## Does a dearer method buy a better angle?

It is tempting to read a ranking of methods by cost as a ranking by accuracy. On that view a density functional gives a first impression of what it costs to bend a molecule, MP2 improves on it, and CCSD(T) settles the matter. The methanesulfenate ion, CH₃SO⁻, puts this to a mild test: one hydrogen of the methyl group, H6, is swung towards its neighbour H4 or away from it, while all other atoms stay put.

Rigid scan of the H6–C1–H4 bend in CH₃SO⁻ (SMILES CS[O-]; atoms in SMILES order, hydrogens last), calculated with Ansatz 0.2.0 in the gas phase with the def2-TZVPPD basis and, for MP2 and CCSD(T), frozen cores. All atoms but H6 stay as in the PBE0-D4/def2-TZVP minimum (bend 109.2°), whose energy is the zero at each level.

```tsv
bend (°)	CCSD(T) (eV)	B3LYP-D4 (eV)	wB97M-V (eV)	MP2 (eV)	B3LYP-D4 less CCSD(T) (eV)
79.2	0.6800	0.6725	0.6635	0.6779	-0.0075
86.7	0.3829	0.3781	0.3737	0.3831	-0.0048
94.2	0.1702	0.1675	0.1660	0.1711	-0.0027
101.7	0.0426	0.0415	0.0414	0.0433	-0.0011
109.2	0.0000	0.0000	0.0000	0.0000	0.0000
116.7	0.0419	0.0419	0.0411	0.0409	0.0000
124.2	0.1665	0.1654	0.1632	0.1645	-0.0011
131.7	0.3713	0.3672	0.3637	0.3679	-0.0041
139.2	0.6521	0.6427	0.6385	0.6466	-0.0094
```

The ranking is only half right. MP2 has the smallest worst error against CCSD(T), but the functionals follow so closely that many purposes would not notice the difference. At the far end, 139.2°, B3LYP-D4 misses by 9.4 meV and wB97M-V by 13.6 meV, on a bending energy of 0.652 eV. To choose well, one has to know why the cheap levels succeed and what form their errors take.

## Why every level finds nearly the same bowl

The hydrogen swings at a fixed C–H length, so no bond is being pulled apart. The electrons remain paired in the same bonds and lone pairs, which is the situation that all these methods are built to describe. The energy rises because the moving bond leaves the direction in which it overlaps best with carbon and runs into the electrons of its neighbours.

This crowding happens on both sides. When the scanned angle closes, H6 approaches H4; when it opens, H6 approaches sulfur and the third hydrogen. Close to any smooth minimum the two arms of a curve are alike. Here they stay so even 30° away, with 0.680 eV at 79.2° and 0.652 eV at 139.2°. Loss of overlap and crowding both occur on either side, which may help to keep the arms alike; their shares are not separated here. Both are prices of a rigid move, and letting the other atoms give way would lower them.

## What happens if correlation is left out

The CCSD(T) calculation starts from Hartree–Fock, in which each electron feels only the average field of the others. At 79.2° this starting point makes the bend 99 meV too expensive, an error of about 15% of the CCSD(T) energy. Correlation, the ability of electrons to avoid one another from moment to moment, takes that excess away.

A likely reason is the crowding. At 79.2° the distance between H6 and H4 has shrunk from about 1.8 to 1.4 Å, and two bonding pairs are pressed together. Electrons that avoid one another individually suffer less from this than electrons that see only an average cloud. Correlation therefore stabilises the bent shape more than the relaxed one.

The spins support this reading. Two electrons in the same bond orbital must have opposite spins, so correlation between electrons of equal spin always involves different orbitals. Such same-spin correlation makes up 25% of the MP2 correlation energy at the minimum, but 41% of the change on bending to 79.2°. This suggests that the extra correlation comes, more than the total does, from different pairs avoiding each other. That these are mainly the two approaching C–H bonds is an inference from the geometry.

A density functional treats exchange and correlation together, through approximate expressions designed to give energies that include correlation. It can therefore provide this relief without following the electrons pair by pair, and here it gives slightly more of it than CCSD(T) does in this basis. How much comes from the correlation part and how much from the approximate exchange is not separated here. For a similar bend with intact bonds, the same reasoning suggests a Hartree–Fock curve that is too steep and functional curves much nearer to CCSD(T).

## Why MP2 comes so close

MP2 lets each pair of electrons avoid each other, but it ignores how the pairs influence one another. At 79.2° it lowers the bending cost by 101 meV, whereas CCSD, which couples the pairs, lowers it by only 86 meV. The joint motion of three electrons, the "(T)" in CCSD(T), then lowers it by a further 12 meV. MP2 overshoots the pair contribution by slightly more than the amount that it lacks in triples.

The small MP2 error at this angle is therefore the remainder of two larger ones. A good result of this kind deserves a check at more than one geometry. The table shows why: the MP2 error is 0.2 meV at 86.7° but −5.5 meV at 139.2°.

## A spring with a shifted rest position

A coil spring helps to read such errors. A method may give a spring that is too soft, and it may also put the rest position in a slightly wrong place. Here the energies of all levels are counted from one common structure, so a shifted rest position appears as a tilt: too high on one side and too low on the other. The comparison covers the shape of the energy curve near its minimum, not the behaviour of the electrons.

Let $x$ be the bend, $x_0$ the common zero at about 109.2°, and $\kappa$ the stiffness of the CCSD(T) curve. If another level has its stiffness changed by $\Delta\kappa$ and its minimum moved by a small angle $\delta$, its error is

$$
\Delta E \approx \tfrac12\,\Delta\kappa\,(x-x_0)^2-\kappa\,\delta\,(x-x_0).
$$

The first term is the same on both sides of the minimum, while the second changes sign. The sum of two errors at equal distances therefore measures the softness, and their difference measures the shift.

For MP2, take the rows $h=7.5^\circ$ to either side, 101.7° and 116.7°. The CCSD(T) energies there give the stiffness, and the MP2 errors of +0.7 and −1.0 meV give the shift:

$$
\kappa=\frac{42.6+41.9}{7.5^2}\approx1.50\ \mathrm{meV/deg^2},
\qquad
\delta=\frac{0.7+1.0}{2\times7.5\times1.50}\approx0.08^\circ .
$$

A displacement of less than a tenth of a degree is enough to make the MP2 error change sign. The same picture explains the perfect-looking B3LYP-D4 entry at 116.7°. There a slight tilt the other way offsets the softness, and the error returns at larger angles.

The outer rows did not enter this estimate and can test the picture. Its softness part works well for wB97M-V: the sizes of the errors 15° from the minimum add up to 7.5 meV, which should grow fourfold to 30.0 meV at 30°, and the table gives 30.1 meV. For MP2 the same rule yields only a little more than half of the sum found at the ends.

The tilt carries outwards less well. For MP2 it should reach 6.8 meV between the two ends, but it is only 3.4 meV, and for B3LYP-D4 it even reverses. The shift is thus a description of the region near the minimum, and the outer rows need a curve that is more than a parabola. The output printed after this text lists the errors row by row and the shift for each level.

## How accurate is accurate enough?

For reaction energies and barriers, take a target of 1 kcal/mol, or 43 meV. Both functionals and MP2 meet it in every row, since the largest error, that of wB97M-V at 79.2°, is 16.5 meV. Hartree–Fock misses the target at that angle by more than a factor of two. For this bend and this target, the important step is the one that brings in correlation, and the choice between the functionals and MP2 is secondary. Reaction energies and barriers themselves are a harder test: where bonds are broken or formed, errors cancel less well, and the same levels can miss the target.

Vibrations ask for more, because they depend on stiffness. From the rows 15° to either side, the curve is too soft by 2.2% with wB97M-V, 1.1% with B3LYP-D4 and 0.3% with MP2, all relative to CCSD(T). A frequency follows the square root of the stiffness, so its relative error is about half as large. This is a guide to size only, since a real vibration moves several atoms and this path moves one.

The order of the two functionals should not be pressed. Wavefunction correlation converges slowly as the basis set grows, and MP2 and CCSD(T) share much of that error, whereas functionals suffer less from it. Part of the apparent softness of the functionals may therefore belong to the CCSD(T) curve; a larger basis would have to decide.

## Choosing a level

In their conventional forms, doubling the size of the molecule multiplies the work by about 32 for MP2 and 128 for CCSD(T). A hybrid functional grows more slowly, by a factor of at most about 16. For an ion as small as this one the difference hardly matters, but for a large molecule with many angles to scan it decides what is feasible.

For bends like this one, with all bonds intact, either functional should suffice to tell the cheap ones from the costly ones. For the bend scanned here, MP2 is worth its price when the CCSD(T) stiffness in the same basis is to be matched to better than about 1%; the accuracy against a converged basis was not tested. CCSD(T) is best spent on a few control points, placed on both sides of the minimum and well away from it. A single point may fall where softness and tilt cancel, and would then make a method look better than it is.

Printed output of the fit:

```
Error against CCSD(T) in meV:
    row  B3LYP-D4  wB97M-V   MP2
   79.2      -7.5    -16.5  -2.1
   86.7      -4.8     -9.2   0.2
   94.2      -2.7     -4.2   0.9
  101.7      -1.1     -1.2   0.7
  109.2         0        0     0
  116.7         0     -0.8    -1
  124.2      -1.1     -3.3    -2
  131.7      -4.1     -7.6  -3.4
  139.2      -9.4    -13.6  -5.5
B3LYP-D4 error at 79.2 deg, percent of the CCSD(T) energy: -1.103
B3LYP-D4 error at 139.2 deg, percent: -1.441
wB97M-V error at 79.2 deg, percent: -2.426
wB97M-V error at 139.2 deg, percent: -2.086
MP2 error at 79.2 deg, percent: -0.3088
MP2 error at 139.2 deg, percent: -0.8434
Stiffness error of B3LYP-D4 from the sum at 94.2 and 124.2 deg, percent: -1.129
Stiffness error of wB97M-V, same sum, percent: -2.228
Stiffness error of MP2, same sum, percent: -0.3267
Minimum of B3LYP-D4 along the path less that of CCSD(T), deg: -0.04882
Minimum of wB97M-V less that of CCSD(T), deg: -0.01775
Minimum of MP2 less that of CCSD(T), deg: 0.07544
One kcal/mol in meV: 43.36
Thermal energy kT at 298 K in meV: 25.69
Largest wB97M-V error where the CCSD(T) energy is below 0.05 eV, meV: 1.2
Hartree-Fock energy at 79.2 deg, eV: 0.7788
Hartree-Fock less CCSD(T) at 79.2 deg, meV: 98.8
CCSD energy at 79.2 deg, eV: 0.6925
Change by MP2 correlation at 79.2 deg, meV: -100.9
Change by CCSD correlation at 79.2 deg, meV: -86.31
Change by triples at 79.2 deg, meV: -12.49
Same-spin share of the whole MP2 correlation energy at the minimum, percent: 24.56
Same-spin share of its change at 79.2 deg, percent: 41.18
Change by the D4 term at 79.2 deg, meV: 0.32
Cost factor for doubled size, MP2 with fifth-power scaling: 32
Cost factor for doubled size, CCSD(T) with seventh-power scaling: 128
```
